Dear colleague,

A quantum well with two occupied subbands has a density of states that is a staircase of two equal steps, and the single-band rules $g(E_F)=d\,n/2E_F$ and $\langle E\rangle=d\,E_F/(d+2)$ fail for it when they are applied to the total density. Here is the derivation in one, two and three dimensions, then the well, then numbers for GaAs and the limits of the whole picture.

**Premises and conventions**

1. The electrons are independent and move in a periodic potential, so each state is a Bloch state labelled by band, wave vector $\mathbf k$ and spin.
2. Near one nondegenerate band minimum at $\mathbf k=0$ the dispersion is $E(\mathbf k)=\hbar^2k^2/2m$, with a constant isotropic effective mass $m$. Energy is counted from the minimum.
3. Each $\mathbf k$ carries two degenerate spin states. Every $g$ below includes this factor 2.
4. $g(E)\,dE$ is the number of states between $E$ and $E+dE$ per unit length, area or volume for $d=1,2,3$, and $n$ is the electron density in the same sense.
5. The temperature is zero until I say otherwise. Coulomb formulas are in SI form.

**Step 1: counting wave vectors**

Take a cube of side $\Lambda$, a whole number of lattice periods, and impose Born–von Kármán conditions $\psi(\mathbf r+\Lambda\hat{\mathbf e}_i)=\psi(\mathbf r)$. A Bloch state is $e^{i\mathbf k\cdot\mathbf r}u_{\mathbf k}(\mathbf r)$ with $u$ lattice periodic, so the condition reduces to $e^{ik_i\Lambda}=1$, or $k_i=2\pi\nu_i/\Lambda$ with integer $\nu_i$. Each allowed point owns a volume $(2\pi/\Lambda)^d$ of $\mathbf k$ space. When the level spacing is small against every energy of interest, the sum becomes an integral:

$$g(E)=\frac{2}{\Lambda^d}\sum_{\mathbf k}\delta\big(E-E(\mathbf k)\big)\;\to\;2\int\frac{d^dk}{(2\pi)^d}\,\delta\big(E-E(\mathbf k)\big).$$

The integral runs over the first Brillouin zone. The delta function confines it to the surface $E(\mathbf k)=E$, which lies far inside the zone wherever premise 2 holds, so the zone boundary plays no part.

**Step 2: the number of states below $E$**

Integrate $g$ from $0$ to $E$. The delta function becomes a step function, and

$$N(E)=\int_0^E g(E')\,dE'=\frac{2}{(2\pi)^d}\,\Omega_d(k),\qquad k=\sqrt{2mE}/\hbar ,$$

where $\Omega_d(k)$ is the volume of the ball of radius $k$: $2k$, $\pi k^2$ and $4\pi k^3/3$. In one dimension the ball is the segment from $-k$ to $+k$, and both directions of travel count. Hence

$$N_1=\frac{2k}{\pi},\qquad N_2=\frac{k^2}{2\pi},\qquad N_3=\frac{k^3}{3\pi^2}.$$

**Step 3: differentiation**

From $k=(2m/\hbar^2)^{1/2}E^{1/2}$ we get $dk/dE=k/2E$. Then $g=dN/dE$ gives $g_1=k/\pi E$, $g_2=k^2/2\pi E$ and $g_3=k^3/2\pi^2E$. Inserting $k$, for $E>0$,

$$g_1=\frac1\pi\Big(\frac{2m}{\hbar^2}\Big)^{1/2}E^{-1/2},\qquad g_2=\frac{m}{\pi\hbar^2},\qquad g_3=\frac{1}{2\pi^2}\Big(\frac{2m}{\hbar^2}\Big)^{3/2}E^{1/2},$$

and $g=0$ below the edge.

A second route tests the prefactors. Multiply the integral of Step 1 by $e^{-\beta E}$ and integrate over $E$. The $\mathbf k$ integral splits into $d$ Gaussians, each equal to $\int dk\,e^{-\beta\hbar^2k^2/2m}/2\pi=(m/2\pi\hbar^2\beta)^{1/2}$, so

$$\int_0^\infty g_d\,e^{-\beta E}dE=2\Big(\frac{m}{2\pi\hbar^2}\Big)^{d/2}\beta^{-d/2}.$$

Since $\int_0^\infty E^{d/2-1}e^{-\beta E}dE=\Gamma(d/2)\beta^{-d/2}$ and a Laplace transform fixes its original,

$$g_d(E)=\frac{2}{\Gamma(d/2)}\Big(\frac{m}{2\pi\hbar^2}\Big)^{d/2}E^{d/2-1}.$$

With $\Gamma(1/2)=\sqrt\pi$, $\Gamma(1)=1$ and $\Gamma(3/2)=\sqrt\pi/2$ this returns the three formulas.

If the minimum is an ellipsoid, $E=\sum_i\hbar^2k_i^2/2m_i$, each Gaussian carries its own mass, and $m^{d/2}$ is replaced by $\prod_i m_i^{1/2}$. Equivalent valleys multiply $g$ by their number. The $\Gamma$ minimum of GaAs is a single valley, and cubic symmetry makes its quadratic term isotropic.

**Step 4: the edge as a van Hove singularity**

Slice $\mathbf k$ space into surfaces of constant energy. A shell has thickness $dE/|\nabla_{\mathbf k}E|$, so

$$g(E)=\frac{2}{(2\pi)^d}\int\frac{dS}{|\nabla_{\mathbf k}E|}.$$

For the parabola the gradient is $\hbar^2k/m$ and the surface measure is $2$, $2\pi k$ or $4\pi k^2$, so $g\propto k^{d-2}$. At the minimum the gradient vanishes and $g$ is not analytic; such points carry the name of Van Hove, who classified them in 1953. In one dimension nothing offsets the slow velocity and $g$ diverges, integrably. In two the shrinking circumference cancels it exactly and $g$ jumps. In three the area wins, and $g$ rises from zero with infinite slope.

**Step 5: the Fermi level and the mean energy**

At $T=0$ all states below $E_F$ are filled, so $n=N(E_F)$. Write $g=CE^{d/2-1}$. Then

$$n=\frac{2}{d}\,CE_F^{d/2}=\frac{2}{d}\,E_F\,g(E_F)\quad\Rightarrow\quad g(E_F)=\frac{d\,n}{2E_F}.$$

The energy density is $U=\int_0^{E_F}E\,g\,dE=\frac{2}{d+2}CE_F^{d/2+1}$, and division by $n$ gives

$$\langle E\rangle=\frac{U}{n}=\frac{d}{d+2}\,E_F ,$$

that is $E_F/3$, $E_F/2$ and $3E_F/5$. The constant $C$ cancels, so mass, spin and valley factors drop out. What does not drop out is the premise that $g$ is one power law starting at the zero of energy.

**Step 6: the quantum well**

Let a potential $V(z)$ confine the electrons along the growth axis, and let it vary slowly on the lattice scale apart from the interfaces. The envelope function obeys

$$\Big[-\frac{\hbar^2}{2m}\nabla^2+V(z)\Big]\psi=E\psi .$$

I take the same $m$ at every $z$. The plane is then free, the product $\psi=e^{i\mathbf k\cdot\boldsymbol\rho}\varphi_j(z)$ separates the equation, and

$$E=E_j+\frac{\hbar^2k^2}{2m},$$

where $E_j$ are the bound levels of the one-dimensional problem. Each subband is a two-dimensional parabola with its own edge. The delta-function sum of Step 1 is additive over $j$, so per unit area

$$g(E)=g_2\sum_j\theta(E-E_j),\qquad g_2=\frac{m}{\pi\hbar^2}.$$

The shape of $V(z)$ fixes where the steps stand, never how high they are.

For hard walls a distance $L$ apart, $\varphi_j=\sqrt{2/L}\,\sin(j\pi z/L)$ and $E_j=j^2E_1$ with $E_1=\hbar^2\pi^2/2mL^2$, counted from the bulk band edge. Set $s=\sqrt{E/E_1}=kL/\pi$. The bulk result can be written $g_3=(m/\pi\hbar^2)(k/\pi)=g_2\,s/L$, while the staircase per unit volume is $g_2\lfloor s\rfloor/L$. Their ratio is $\lfloor s\rfloor/s$. The staircase touches the square root at the top of each riser, lies below it elsewhere, and merges with it as $L$ grows.

**Step 7: two occupied subbands**

Both subbands share one Fermi level. Define $\Delta=E_2-E_1$ and $\varepsilon_F=E_F-E_1$. Step 5 with $d=2$ holds for each subband from its own edge:

$$n_1=g_2\,\varepsilon_F,\qquad n_2=g_2(\varepsilon_F-\Delta),\qquad n=n_1+n_2 .$$

Adding and subtracting,

$$\varepsilon_F=\frac12\Big(\frac{n}{g_2}+\Delta\Big),\qquad n_{1,2}=\frac{n\pm g_2\Delta}{2}.$$

The solution needs $n_2>0$, so $n>n_c=g_2\Delta$, and it needs $E_F<E_3$. For bare hard walls $\Delta=3E_1$ and the mass cancels: $n_c=3\pi/2L^2$.

Now try the single-band rules on the totals. With $x=\Delta/\varepsilon_F$ between 0 and 1, $g(E_F)=2g_2$ and $n=g_2\varepsilon_F(2-x)$, so

$$\frac{g(E_F)\,\varepsilon_F}{n}=\frac{2}{2-x}.$$

One two-dimensional band gives 1. Here the ratio jumps to 2 at threshold and returns to 1 only as $x\to0$. The band energy counted from $E_1$ is

$$U=g_2\int_0^{\varepsilon_F}E\,dE+g_2\int_\Delta^{\varepsilon_F}E\,dE=g_2\Big(\varepsilon_F^2-\frac{\Delta^2}{2}\Big),\qquad\frac{U}{n\,\varepsilon_F}=\frac{1-x^2/2}{2-x}.$$

This equals $1/2$ at both ends. Its derivative vanishes where $x^2-4x+2=0$, at $x=2-\sqrt2$, and the value there is also $2-\sqrt2=0.586$.

You see the two densities separately in a magnetic field $B_z$ along the growth axis. A spin-degenerate Landau level holds $2eB_z/h$ electrons per area, so subband $j$ repeats whenever $hn_j/2eB_z$ changes by one. The oscillation is periodic in $1/B_z$ with frequency $F_j=hn_j/2e$, and $F_1-F_2=hg_2\Delta/2e=m\Delta/\hbar e$. These statements hold at low field, with many levels filled and spin unresolved.

**Step 8: finite temperature**

With the Fermi function and chemical potential $\mu$, a constant $g_2$ integrates in closed form, because $1/(e^{u}+1)=-\,d\ln(1+e^{-u})/du$:

$$n_j=g_2k_BT\,\ln\!\big(1+e^{y_j}\big),\qquad y_j=\frac{\mu-E_j}{k_BT}.$$

The identity $\ln(1+e^y)=y+\ln(1+e^{-y})$ shows that the $T=0$ formulas survive up to terms of order $g_2k_BTe^{-y_j}$. For a single power law the Sommerfeld expansion at fixed $n$ gives $\mu-E_F\simeq-\frac{\pi^2}{6}(k_BT)^2g'/g=-\frac{\pi^2}{6}\big(\frac d2-1\big)(k_BT)^2/E_F$. The chemical potential rises on warming in one dimension, falls in three, and has no power-law shift in two.

**Step 9: the spacing is not the empty-well spacing**

Step 7 is exact for any $V(z)$ under the premises, but it needs $\Delta$, and the electrons bend the band they sit in. Suppose the donors lie outside the well, equally on both sides, so the field vanishes at the centre. With $\epsilon=\epsilon_r\epsilon_0$, Poisson's equation for the electron potential energy is

$$V_H''=-\frac{e^2}{\epsilon}\sum_jn_j\varphi_j^2,\qquad\varphi_j^2=\frac1L\Big(1-\cos\frac{2j\pi z}{L}\Big).$$

Two integrations with $V_H'(L/2)=0$ give, up to a constant,

$$V_H=-\frac{e^2}{\epsilon L}\sum_jn_j\Big[\frac{(z-L/2)^2}{2}+\Big(\frac{L}{2j\pi}\Big)^2\cos\frac{2j\pi z}{L}\Big].$$

The averages in state $i$ are $\langle(z-L/2)^2\rangle_i=L^2\big(\frac1{12}-\frac1{2i^2\pi^2}\big)$ and $\langle\cos(2j\pi z/L)\rangle_i=-\delta_{ij}/2$. Therefore

$$\langle V_H\rangle_i=-\frac{e^2L}{\epsilon}\sum_jn_j\Big[\frac1{24}-\frac{1}{4i^2\pi^2}-\frac{\delta_{ij}}{8j^2\pi^2}\Big].$$

Subtract $i=1$ from $i=2$. The bracket difference for $j=1$ is $\big(-\frac1{16}+\frac14+\frac18\big)/\pi^2=5/16\pi^2$, and for $j=2$ it is $\big(-\frac1{16}-\frac1{32}+\frac14\big)/\pi^2=5/32\pi^2$. To first order,

$$\Delta=\Delta_0-b\,(2n_1+n_2),\qquad b=\frac{5e^2L}{32\pi^2\epsilon},\qquad\Delta_0=3E_1 .$$

The sign is physical: $V_H$ is a hump at the centre, where $\varphi_1$ peaks and $\varphi_2$ has its node. Step 7 gives $2n_1+n_2=(3n+g_2\Delta)/2$, and solving the linear equation,

$$\Delta=\frac{\Delta_0-3bn/2}{1+bg_2/2},\qquad n_c=\frac{g_2\Delta_0}{1+2bg_2}.$$

The threshold follows from $n_1=n_c=g_2\Delta$ with $n_2=0$.

**Numbers for a GaAs well**

The measured inputs are compiled values: $m=0.067\,m_e$ and the direct gap $E_g=1.519$ eV, both at 0 K (Vurgaftman 2001), and $\epsilon_r=12.87$ at 300 K (Rakita 2019). The assumed inputs are a hard-wall width $L=26$ nm, a sheet density $n=8.0\times10^{11}$ cm$^{-2}$, symmetric doping and $T=4.2$ K. The mass has two figures, so the results have two; I carried the arithmetic unrounded.

First $\hbar^2/2m=0.57$ eV nm$^2$, which gives

$$g_2=2.8\times10^{10}\ \text{cm}^{-2}\,\text{meV}^{-1}.$$

For scale, the same mass 10 meV above an edge gives $g_3=1.2\times10^{16}$ cm$^{-3}$ meV$^{-1}$ and $g_1=4.2$ µm$^{-1}$ meV$^{-1}$. Next, $E_1=8.3$ meV, $\Delta_0=25$ meV and $n/g_2=29$ meV. That last figure is the Fermi energy you would wrongly infer by putting all electrons in one subband. The Hartree coefficient is $b=0.58$ meV per $10^{11}$ cm$^{-2}$, so $3bn/2=6.9$ meV and $bg_2/2=0.081$.

| model | $\Delta$ (meV) | $n_c$ | $E_F-E_1$ (meV) | $E_F-E_2$ (meV) | $n_1$ | $n_2$ |
|---|---|---|---|---|---|---|
| bare hard walls | 25 | 7.0 | 27 | 1.8 | 7.5 | 0.5 |
| with first-order Hartree | 17 | 5.3 | 23 | 6.0 | 6.3 | 1.7 |

Densities are in $10^{11}$ cm$^{-2}$. Band bending shifts $\Delta$ by $-8.3$ meV, a third of the bare value, and triples $n_2$. Each meV in $\Delta$ moves $n_2$ by $g_2/2$, or $0.14\times10^{11}$ cm$^{-2}$. The third subband stays empty: the same bracket for $i=3$ gives a shift $-(e^2L/72\pi^2\epsilon)(25n_1+16n_2)=-9.5$ meV, which takes $E_3-E_1$ from 66 to 57 meV, well above $\varepsilon_F$.

For the second row, $g(E_F)=2g_2=5.6\times10^{10}$ cm$^{-2}$ meV$^{-1}$ and $x=0.74$. The ratio $g(E_F)\varepsilon_F/n$ is 1.6 instead of 1, and $U/n=13$ meV, which is $0.58\,\varepsilon_F$ instead of one half. This $U$ sums one-electron energies, so it counts the Hartree interaction twice and is no total energy. The Fermi wave vectors $k_j=\sqrt{2\pi n_j}$ are 0.20 and 0.10 nm$^{-1}$. The model's oscillation frequencies are $F_1=13$ T and $F_2=3.5$ T, with difference 9.6 T. All of these are numbers of the model, not of a sample. Only $g_2$ rests on the compiled mass alone.

**Range of validity**

*Nonparabolicity.* Couple the conduction edge at 0 to a valence edge at $-E_g$ by a matrix element $Pk$. The secular equation is $E(E+E_g)=P^2k^2$. Matching its small-$k$ limit to the mass gives $E(1+aE)=\hbar^2k^2/2m$ with $a=1/E_g=0.66$ eV$^{-1}$. This two-band form ignores the split-off and remote bands and serves as an estimate. In a subband at fixed $k_z$, $N=k_\parallel^2/2\pi$ with $k_\parallel^2=2mE(1+aE)/\hbar^2-k_z^2$, so the tread tilts: $g=g_2(1+2aE)$. The kinetic energy at the Fermi level of the lower subband is about $E_1+\varepsilon_F=31$ meV, and the rise is 4 per cent. The parabolic law needs $E\ll E_g/2$.

*Finite barriers.* For barrier height $V_0$ and equal masses, matching at the walls gives $k_jL_w=j\pi-2\arcsin(k_j/k_0)$, with $k_0=\sqrt{2mV_0}/\hbar$ and $L_w$ the grown width. For $k_j\ll k_0$ this is a hard-wall well of width $L=L_w+2/k_0$. A typical offset of 0.25 eV for Al$_{0.3}$Ga$_{0.7}$As gives $2/k_0=3.0$ nm, so my $L$ stands for a grown layer near 23 nm. If 26 nm is the grown width, use $L=29$ nm: then $\Delta_0=20$ meV, $\Delta=11$ meV and $n_2=2.4\times10^{11}$ cm$^{-2}$. The step height hardly cares, while $n_2$ cares a great deal. A barrier mass unlike the well mass changes the penetration length and makes the in-plane mass depend slightly on $j$.

*Higher orders in $V_H$.* The hump is even about the centre, so it mixes subband 1 with 3 and 2 with 4. Products of sines reduce to the same cosine integrals and give $V_{13}=-b(2n_1+n_2)=-8.3$ meV and $V_{24}=-(e^2L/72\pi^2\epsilon)(25n_1+16n_2)=-9.5$ meV. With bare denominators of 66 and 100 meV the second-order shifts are $-1.0$ meV for $E_1$ and $-0.9$ meV for $E_2$. They nearly cancel in $\Delta$, but the distorted envelopes also alter $V_H$ at the same order, so I trust the Hartree $\Delta$ to about a meV. The shift scales as $1/\epsilon_r$; the typical fall of $\epsilon_r$ by a few per cent on cooling moves it by a few tenths of a meV. Doping on one side adds a field term and voids Step 9, though not Step 7.

*Exchange.* This term rivals the kinetic energy. In a strictly two-dimensional unpolarised gas the exchange hole removes a fraction $\frac12[2J_1(k_Fr)/k_Fr]^2$ of the density around an electron. Half the Coulomb energy with that hole, using $n=k_F^2/2\pi$ and $\int_0^\infty J_1^2(t)\,t^{-2}dt=4/3\pi$, is

$$\varepsilon_x=-\frac{4}{3\pi}\,\frac{e^2k_F}{4\pi\epsilon}$$

per electron. For the lower subband this is $-9.5$ meV, against a mean in-plane kinetic energy $\varepsilon_F/2=11$ meV. Since $\varepsilon_x\propto n^{1/2}$, the exchange part of $d\mu/dn$ is $\frac34\varepsilon_x/n$. Relative to $1/g_2$ this is $-2/\pi k_Fa^*=-0.31$, with $a^*=4\pi\epsilon\hbar^2/me^2=10$ nm. The thickness of the well, $k_1L\approx5$, softens the interaction and weakens these figures, but I have not computed by how much. Exchange also lowers the two subbands unequally and can move $\Delta$ on the scale of meV. The counting $n_j=k_j^2/2\pi$ involves no energy, so $F_j$ gives $n_j$ safely. The step from $n_1-n_2$ to $\Delta$ through $g_2$, and the reading of a capacitance $dn/d\mu$ as $g(E_F)$, both lean on premise 1.

*Temperature.* At 4.2 K, $k_BT=0.36$ meV and $y_2\approx17$, so the corrections of Step 8 are of order $e^{-17}$. The $T=0$ formulas need $k_BT\ll E_F-E_2$ and $k_BT\ll E_3-E_F$, and they fail first near threshold.

*Disorder.* A Lorentzian level shape of half-width $\gamma=\hbar/2\tau_q$ turns each step into $g_2\big[\frac12+\frac1\pi\arctan\frac{E-E_j}{\gamma}\big]$. An assumed quantum lifetime of 2 ps gives $\gamma=0.16$ meV, and the upper step at $E_F$ falls short by $\gamma/\pi(E_F-E_2)$, or 0.9 per cent. The same broadening rounds off the divergence in one dimension.

*Spin.* GaAs lacks inversion symmetry, so premise 3 is not exact at $k\neq0$. For an isotropic linear splitting, $E=\hbar^2(k^2\mp2k_sk)/2m$, the two Fermi circles at $E>0$ have radii $q\pm k_s$ with $q=\sqrt{k_s^2+2mE/\hbar^2}$, and both have slope $dE/dk=\hbar^2q/m$. Each branch contributes $k/(2\pi\,dE/dk)$, and the sum is $2q\,m/2\pi\hbar^2q=m/\pi\hbar^2$. The step height survives and only the foot of the step is reshaped. Anisotropic and cubic terms are outside this argument.

*Other bands and fields.* Holes in GaAs violate premise 2, because the valence edge is degenerate and the subbands mix at finite $k$. A quantising field replaces the flat treads by Landau levels, and the staircase is then only their average over a cyclotron period.

Within these limits the working rule is short. Apply $g(E_F)=n_j/(E_F-E_j)$ and $\langle E-E_j\rangle=(E_F-E_j)/2$ to each subband separately, take the step height from the mass, and take $\Delta$ from your own oscillation frequencies, $\Delta=\hbar e(F_1-F_2)/m$, with the caution on exchange, in preference to any empty-well formula.